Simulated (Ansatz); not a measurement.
**Abstraction of F: C3H4AlF + C2H2F → C3H4Al + C2H2F2**

Species: C3H4AlF `C#[C][Al]([CH3])[F]`, singlet; C2H2F `C=[C]F`, doublet; C3H4Al `C#[C][Al][CH3]`, doublet; C2H2F2 (vinylidene fluoride) `C=C(F)F`, singlet. A radical takes F: the energy is the difference in strength between the Al–F bond broken and the C–F bond made.

Shapes, held fixed at every level: PBE0-D4/def2-TZVP. Programs: Ansatz 0.2.0. Electronic energies: no zero-point or thermal term.

| level | kind | ΔE (kJ/mol) |
| --- | --- | --- |
| HF/def2-TZVPP | Hartree–Fock | +149.7 |
| PBE-D4/def2-TZVPP | GGA | +100.1 |
| BHLYP-D4/def2-TZVPP | global hybrid | +129.0 |
| r2SCAN0-D4/def2-TZVPP | global hybrid | +122.3 |
| wB97M-V/def2-TZVPP | range-separated hybrid | +122.5 |
| wB97X-V/def2-TZVPP | range-separated hybrid | +120.2 |
| B2PLYP/def2-TZVPP | double hybrid | +127.4 |

B2PLYP/def2-TZVPP gives ΔE = +127.4 kJ/mol; the levels span +100.1 to +149.7. The median of the levels is +122.5. No measured value is set beside it here. Spin contamination: C2H2F (⟨S²⟩ up to 0.93). Open shells run unrestricted.

Every level makes the transfer of fluorine from aluminium to the fluorovinyl radical strongly uphill, so the Al–F bond is clearly the stronger of the two. This is what the electronegativities suggest: aluminium is far more electropositive than carbon, which gives Al–F a large ionic contribution, and the fluorine lone pairs can also donate into the formally empty 3p orbital of three-coordinate aluminium. The C–F bond formed is itself strong, being to an sp2 carbon that already carries a fluorine, but this only partly repays the cost.

The sign is therefore secure, while the size is less so. The hybrids and the double hybrid fall between +120.2 and +129.0 kJ/mol, with PBE below them and Hartree–Fock above, probably reflecting a different balance of exchange and correlation in the polar Al–F and C–F bonds. Read in reverse, the result gives the aluminium-centred radical a strong driving force to take fluorine from vinylidene fluoride, but how fast it would do so depends on a barrier that was not computed.
